**Student:** I want the static polarisability of the sodium atom from quantum Monte Carlo, and my plan is to take the smallest field I can, since $\alpha$ is a derivative at $F=0$.

**Lecturer:** That plan suits a code whose energies carry no noise. With noisy energies there is a best field, and it is not small. We work in atomic units: energy in $E_h$, length in $a_0$, field in $E_h/(ea_0)=5.14\times10^{11}$ V/m, $\alpha$ in $e^2a_0^2/E_h$, $\gamma$ in $e^4a_0^4/E_h^3$. With the nucleus clamped at the origin and a uniform static field along $z$,

$$H(F)=H_0-\hat\mu_zF=H_0+F\sum_i z_i .$$

I need four premises.

1. $H_0$ commutes with inversion, and the state is non-degenerate within its symmetry sector.
2. The mean energy that the method returns has an expansion in powers of $F$ over the fields used, and terms beyond $F^4$ are negligible there.
3. A run at field $F$ returns $\hat E(F)=E(F)+\eta_F$, where the noise $\eta_F$ has zero mean and finite variance $\sigma^2$, the same at both fields and independent of $F$.
4. The runs at different fields are statistically independent.

**Student:** Sodium is a doublet, so the first premise already fails.

**Lecturer:** The $^2S$ ground state is degenerate in spin only. The non-relativistic $H(F)$ conserves $S_z$, we simulate at fixed $S_z=+1/2$, and in that sector the level is single. Let $P$ invert all electron coordinates. Then $PH_0P=H_0$ and $Pz_iP=-z_i$, so $PH(F)P=H(-F)$. The two Hamiltonians are unitarily equivalent. A single level has no partner to be mapped onto, so $E(F)=E(-F)$ and all odd powers vanish:

$$E(F)=E_0-\tfrac12\alpha F^2-\tfrac1{24}\gamma F^4-c_6F^6-\dots$$

The factors are those of the Taylor convention, in which the induced dipole is $\mu=-dE/dF=\alpha F+\gamma F^3/6+\dots$ Some authors absorb the $1/6$ into the second hyperpolarisability, so check the convention before you use a tabulated $\gamma$. For a centrosymmetric molecule read $\alpha_{zz}$ and $\gamma_{zzzz}$ along the field. I keep $c_6$ in sight because we shall have to size it.

**Student:** Why go through energies at all? I could average the dipole.

**Lecturer:** In diffusion Monte Carlo the walkers sample $\Psi_T\phi$, the trial function times the projected state. For the Hamiltonian that is harmless: $H(F)$ is Hermitian and $H(F)\phi=E(F)\phi$, so $\langle\Psi_T|H(F)|\phi\rangle/\langle\Psi_T|\phi\rangle=E(F)$, where $\phi$ and $E(F)$ are those allowed by the nodes of $\Psi_T$. The dipole does not commute with $H(F)$, and its mixed average differs from $\langle\phi|\hat\mu_z|\phi\rangle$ in first order in $\phi-\Psi_T$. Putting the field into $H$ turns a response property into a difference of the quantity the method estimates best. The estimator uses two runs:

$$\hat\alpha(F)=-\frac{2\,[\hat E(F)-\hat E(0)]}{F^2}.$$

Take its mean. The noise drops out by premise 3, and inserting the series gives

$$\langle\hat\alpha\rangle=-\frac{2}{F^2}\Big[-\tfrac12\alpha F^2-\tfrac1{24}\gamma F^4-c_6F^6\Big]=\alpha+\frac{\gamma F^2}{12}+2c_6F^4 .$$

By premise 2 the bias is $b=\gamma F^2/12$. Now do the variance yourself.

**Student:** The fluctuating part is $-2(\eta_F-\eta_0)/F^2$. Independent noises add in variance, so the difference has variance $2\sigma^2$, and the prefactor squared is $4/F^4$. That gives $v=8\sigma^2/F^4$, a standard deviation $2\sqrt2\,\sigma/F^2$. So my small field blows up the error bar as $F^{-2}$.

**Lecturer:** And a large field hides a bias that your error bar does not show. A fair measure counts both. Write $\hat\alpha-\alpha=b+\xi$ with $\langle\xi\rangle=0$ and $\langle\xi^2\rangle=v$. Then $\langle(b+\xi)^2\rangle=b^2+2b\langle\xi\rangle+v$ and the cross term vanishes. The mean square error is

$$M(F)=\frac{\gamma^2F^4}{144}+\frac{8\sigma^2}{F^4}.$$

No Gaussian shape was assumed, only the first two moments. Set $u=F^4$, which grows monotonically with $|F|$:

$$\frac{dM}{du}=\frac{\gamma^2}{144}-\frac{8\sigma^2}{u^2},\qquad \frac{d^2M}{du^2}=\frac{16\sigma^2}{u^3}>0 .$$

$M$ is convex in $u$ and diverges at both ends, so the single stationary point is the global minimum. It lies at $u^2=1152\,\sigma^2/\gamma^2$, and $1152=2\times24^2$, so

$$\boxed{F_{\rm opt}^4=\frac{24\sqrt2\,\sigma}{|\gamma|}},\qquad F_{\rm opt}=2.41\,(\sigma/|\gamma|)^{1/4}.$$

Insert this in each term. The first is $\gamma^2\cdot24\sqrt2\,\sigma/(144|\gamma|)=\sqrt2\,|\gamma|\sigma/6$. The second is $8\sigma^2|\gamma|/(24\sqrt2\,\sigma)=|\gamma|\sigma/(3\sqrt2)$, which is the same number. Their sum is

$$\boxed{M_{\min}=\frac{\sqrt2}{3}\,|\gamma|\,\sigma},\qquad \sqrt{M_{\min}}=0.687\sqrt{|\gamma|\sigma}.$$

The product $\gamma\sigma$ has the unit $e^4a_0^4/E_h^2$, the square of the unit of $\alpha$, as it must.

**Student:** Bias equal to noise at the optimum. Is that a general law?

**Lecturer:** No. It holds here because the product of the two terms, $\gamma^2\sigma^2/18$, does not depend on $F$. The inequality of the arithmetic and geometric means then gives $M\ge2\sqrt{\gamma^2\sigma^2/18}=\sqrt2|\gamma|\sigma/3$ with equality when the terms are equal, which is a second proof. With other powers of $F$ the balance differs, as you will see. There is a plain way to remember the result: at $F_{\rm opt}$ the quartic term of the energy, $|\gamma|F^4/24$, equals $\sqrt2\,\sigma$, the noise of the energy difference. Raise the field until the curvature you neglect is just as large as what the data can resolve.

**Student:** This looks circular. To choose the field for $\alpha$ I need $\gamma$, which is harder to get than $\alpha$.

**Lecturer:** You need it only roughly. With $x=F/F_{\rm opt}$ the two terms scale as $x^4$ and $x^{-4}$, so

$$\frac{M}{M_{\min}}=\frac{x^4+x^{-4}}{2}.$$

If you guess $k|\gamma|$ in place of $|\gamma|$, then $x^4=1/k$ and the ratio is $(k+1/k)/2$. A guess wrong by a factor of two in either direction gives 1.25 in $M$ and 1.12 in the root mean square error. A cheap deterministic estimate of $\gamma$ is enough.

**Student:** If I know $\gamma$ even roughly I can subtract $\gamma F^2/12$ and be rid of the bias.

**Lecturer:** Of part of it. If your $\gamma$ is off by a fraction $\kappa_\gamma$, the corrected estimator keeps the bias $\kappa_\gamma\gamma F^2/12$, and everything above holds with $|\gamma|\to|\kappa_\gamma\gamma|$. The optimum moves to a larger field, where $c_6$ matters sooner. You can also let the data remove the term. The combination $[4\hat\alpha(F)-\hat\alpha(2F)]/3$ equals

$$\frac{15\hat E(0)-16\hat E(F)+\hat E(2F)}{6F^2}.$$

Its $\gamma$ term cancels, its bias is $-8c_6F^4$, and its noise is $\sqrt{15^2+16^2+1}\,\sigma/(6F^2)=3.66\,\sigma/F^2$ against $2.83\,\sigma/F^2$ before. Balancing $F^4$ against $\sigma/F^2$ gives $F^6\propto\sigma$ and an error proportional to $\sigma^{2/3}$ in place of $\sigma^{1/2}$. That wins as $\sigma\to0$, but it asks for a run at $2F$, and sodium may not allow one.

**Student:** Before sodium: everyone writes the second derivative with three points, $+F$, $0$ and $-F$. Its noise is $\sqrt6\,\sigma/F^2$, smaller than yours.

**Lecturer:** It has the same bias, since $E(-F)=E(F)$, and it used three runs. Let $\sigma^2=s^2/N$ for $N$ independent samples, and fix the budget at $2N$. The variance of $-[\hat E(F)+\hat E(-F)-2\hat E(0)]/F^2$ is $(\sigma_+^2+\sigma_-^2+4\sigma_0^2)/F^4$. Three equal runs of $2N/3$ samples have variance $3\sigma^2/2$ each, and the total is $9\sigma^2/F^4$, above our $8\sigma^2/F^4$. Give $N$ samples to zero field and $N/2$ to each sign and you get $(2+2+4)\sigma^2/F^4$, exactly our value, because two half runs at $\pm F$ are one full run at $F$. For independent runs on a centrosymmetric system the third point adds nothing, except a test of the symmetry.

**Student:** And if the two error bars differ?

**Lecturer:** Replace $2\sigma^2$ by $\sigma_0^2+\sigma_F^2$ throughout. At a fixed total of equally costly samples, $s_0^2/N_0+s_F^2/N_F$ is least for $N_0/N_F=s_0/s_F$, so equal runs are the best split when the variance per sample is the same. If $E(0)$ were known far better than $E(F)$, the variance would be $4\sigma^2/F^4$, with $F_{\rm opt}^4=24\sigma/|\gamma|$ and $M_{\min}=|\gamma|\sigma/3$. Note the cost in every such case. Since $\sqrt{M_{\min}}\propto\sigma^{1/2}\propto N^{-1/4}$, halving the error in $\alpha$ takes 16 times the sampling, provided you lower the field as you go.

**Student:** That is poor, and it comes from premise 4. I would correlate the runs.

**Lecturer:** Then the result changes, and you should know how. A correlation coefficient $\rho$ that does not depend on $F$ turns $2\sigma^2$ into $2\sigma^2(1-\rho)$, so $\sigma\to\sigma\sqrt{1-\rho}$. But if both energies are evaluated on the same configurations by reweighting, the differences of weights and local energies are of first order in $F$, and the noise of the energy difference is $s_1|F|$ for some constant $s_1$. Then

$$M=\frac{\gamma^2F^4}{144}+\frac{4s_1^2}{F^2},\qquad \frac{dM}{dF}=0\;\Rightarrow\;F^6=\frac{288\,s_1^2}{\gamma^2},$$

and at that field the squared bias is $2s_1^2/F^2$, half the variance. That is the other balance I promised. Here the third point does pay: on shared configurations the terms linear in $F$ cancel between $+F$ and $-F$, and if the estimator is smooth in $F$ the noise in $\hat\alpha$ tends to a constant at small field, so that noise no longer pushes the field up. In variational Monte Carlo this is easy to set up. In a projector method the weights accumulate along the walk and the correlation decays, which is why independent runs remain common.

**Student:** Which $\alpha$ am I converging to? Diffusion Monte Carlo for eleven electrons has a node error.

**Lecturer:** To the $\alpha$ of the method's own mean curve, and the $\gamma$ in the formula is that curve's too. Write the node, time-step and population errors together as $\delta(F)=\delta_0+\delta_2F^2+\dots$ The constant cancels in the difference. The quadratic part shifts $\hat\alpha$ by $-2\delta_2$ at every field, so no choice of $F$ removes it. The trial function must be allowed to polarise. In variational Monte Carlo with the zero-field $\Psi_T$ the added term averages to zero by parity and you would find $\alpha=0$. In fixed-node diffusion Monte Carlo, if the zero-field nodes were exact and kept frozen, the energy would be exact at $F=0$ and an upper bound at $F\neq0$, so $\alpha$ could only come out too small. If you optimise $\Psi_T$ separately at the two fields, the scatter of $\delta_0$ between optimisations acts as extra noise and belongs in $\sigma$. Finally, $\sigma$ must include serial correlation, by blocking for instance, and the local energy must have a finite variance.

**Student:** Now premise 2. An atom in a uniform field has no ground state at all.

**Lecturer:** Correct. The potential falls without limit downfield, the level is a resonance, and the series is asymptotic. That sets the upper limit on $F$. The valence electron sees a core of charge one, so along the downfield axis $V(r)=-1/r-Fr$. This has its maximum where $1/r^2=F$, with height $-2\sqrt F$. The barrier sinks to the unperturbed level $-I_p$ at

$$F_b=I_p^2/4 .$$

With the approximate ionisation energy $I_p\approx0.189\,E_h$ for Na, $F_b=0.0089$ a.u. Below $F_b$, weak-field tunnelling theory gives a width of order $(2\kappa^3/F)^{2/\kappa-1}\exp(-2\kappa^3/3F)$ in $E_h$, with $\kappa=\sqrt{2I_p}=0.615$ and a prefactor of order one left out. The energy is well defined for our purpose while that width is far below $\sigma$. In a real-space projector run there is a practical side as well: walkers whose electron gets beyond the outer edge of the barrier can multiply without limit, so the tail of the electron distribution has to be watched.

**Student:** And $c_6$? You dropped it on trust.

**Lecturer:** Define $\varepsilon=2c_6F^4/(\gamma F^2/12)=24c_6F^2/\gamma$, evaluated at $F_{\rm opt}$. In units of $M_{\min}/2$,

$$M=x^4(1+\varepsilon x^2)^2+x^{-4}.$$

At $x=1$ this is $2+2\varepsilon$ to first order, so the root mean square error changes by the fraction $\varepsilon/2$. For the position of the minimum, $x\,dM/dx=4x^4+12\varepsilon x^6-4x^{-4}$ to first order. With $x=1+\delta x$ this is $32\,\delta x+12\varepsilon$, which vanishes at $\delta x=-3\varepsilon/8$. The result holds while $|\varepsilon|\ll1$.

I have no $c_6$ for sodium, so I size it in two crude ways. First, keep only $3s$ and $3p$, with gap $\Delta$ and dipole matrix element $d$. The lower eigenvalue is

$$\frac\Delta2-\sqrt{\frac{\Delta^2}4+d^2F^2}=-\frac{d^2F^2}{\Delta}+\frac{d^4F^4}{\Delta^3}-\frac{2d^6F^6}{\Delta^5}+\dots$$

Fix $d$ by assigning all of $\alpha$ to this pair, $d^2=\alpha\Delta/2$. Then $2c_6=\alpha^3/(2\Delta^2)$, and the pair contributes $-6\alpha^2/\Delta$ to $\gamma$. Second, use the Stark series of the hydrogen ground state, $E=-\tfrac12-\tfrac94F^2-\tfrac{3555}{64}F^4-\tfrac{2512779}{512}F^6$. The ratio of the last two coefficients gives $\varepsilon=88.4\,F^2$, and hydrogen has $F_b=1/16$, so $\varepsilon=0.345\,(F/F_b)^2$, which I carry over to Na at equal $F/F_b$.

**Student:** Put in numbers.

**Lecturer:** As typical inputs for Na take $\alpha\approx163$ a.u., $\gamma\approx9.6\times10^5$ a.u. and $\Delta\approx0.0773\,E_h$, and assume $\sigma=1\times10^{-5}E_h$ for each of two independent runs. Then

$$F_{\rm opt}^4=\frac{33.9\times10^{-5}}{9.6\times10^{5}}=3.5\times10^{-10},\qquad F_{\rm opt}=0.0043\ \text{a.u.},$$

which is 0.22 V/Å and 0.49 of $F_b$. The quadratic energy shift is $\alpha F^2/2=1.5\times10^{-3}E_h$ and the quartic one $1.4\times10^{-5}E_h$. Bias and noise in $\hat\alpha$ are each 1.5 a.u., $M_{\min}=4.5$ a.u.$^2$, and the root mean square error is 2.1 a.u., or 0.32 Å$^3$ as a polarisability volume, 1.3 per cent of $\alpha$. Along the axis the barrier stretches from 6 to 37 $a_0$, the roots of $Fr^2-I_pr+1=0$. The tunnelling exponent is 36 and the width of order $1\times10^{-11}E_h$, negligible against $\sigma$.

For the sixth order, the two-level model has $2c_6=3.6\times10^8$ a.u., an extra bias of 0.13 a.u., so $\varepsilon\approx0.09$ relative to the bias from the input $\gamma$. The hydrogenic scaling gives 0.08. With $\varepsilon$ of this size the error moves by about 4 per cent and the optimal field by about 3 per cent.

**Student:** Two estimates that agree, so $c_6$ is settled.

**Lecturer:** It is not. The $3s$–$3p$ pair alone contributes $-2.1\times10^6$ a.u. to $\gamma$, so a positive input of the size we chose implies about $+3.0\times10^6$ a.u. from the other terms, chiefly paths through higher $s$ and $d$ states. Terms of both signs enter $c_6$ as well, and the two-level model has only one of them. Read $\varepsilon$ as an order of magnitude, possibly off by a factor of a few, and trust two figures at most in the results. Here is how the model moves with $\sigma$.

| $\sigma$ ($E_h$) | $F_{\rm opt}$ (a.u.) | $F_{\rm opt}/F_b$ | bias = noise (a.u.) | rms error (a.u.) | rms/$\alpha$ (%) | $\varepsilon$, two-level | $\varepsilon$, hydrogenic |
|---|---|---|---|---|---|---|---|
| $10^{-4}$ | 0.0077 | 0.86 | 4.8 | 6.7 | 4.1 | 0.3 | 0.3 |
| $10^{-5}$ | 0.0043 | 0.49 | 1.5 | 2.1 | 1.3 | 0.09 | 0.08 |
| $10^{-6}$ | 0.0024 | 0.27 | 0.48 | 0.67 | 0.41 | 0.03 | 0.03 |

The first row lies outside the range of validity. The formula asks for a field close to barrier suppression, $\varepsilon$ is not small, and the same tunnelling estimate, itself rough so near $F_b$, gives a width of order $2\times10^{-5}E_h$, no longer negligible against $\sigma$. There one must stay below the formal optimum and accept a noise-dominated result. The second row is usable, though the three-field extrapolation is not available from it, since $2F_{\rm opt}=0.0087$ a.u. is 0.97 of $F_b$. The third row is safe, and it costs 100 times the sampling of the second for a gain of 3.2 in the error.

**Student:** So the statement is this. For a state of definite parity, with independent unbiased energies of equal field-independent error bar, and as long as $F_{\rm opt}$ is well below $I_p^2/4$ and $24|c_6|F_{\rm opt}^2\ll|\gamma|$, the two-point estimate is best at $F^4=24\sqrt2\,\sigma/|\gamma|$, with mean square error $\sqrt2|\gamma|\sigma/3$ about the method's own $\alpha$.

**Lecturer:** Yes, and it fails outright where $\gamma$ is accidentally near zero, since $c_6$ then sets the bias, or where a permanent dipole or a first hyperpolarisability brings odd powers into $E(F)$. The sodium figures are the model's: $\alpha$, $\gamma$, $\Delta$ and $I_p$ were chosen as typical values for the atom and $\sigma$ was assumed, so they test nothing about sodium. Within the model, energies good to $10^{-5}E_h$ call for a field near 0.0043 a.u. and leave $\alpha$ uncertain by about 2.1 a.u., with bias and noise contributing equally.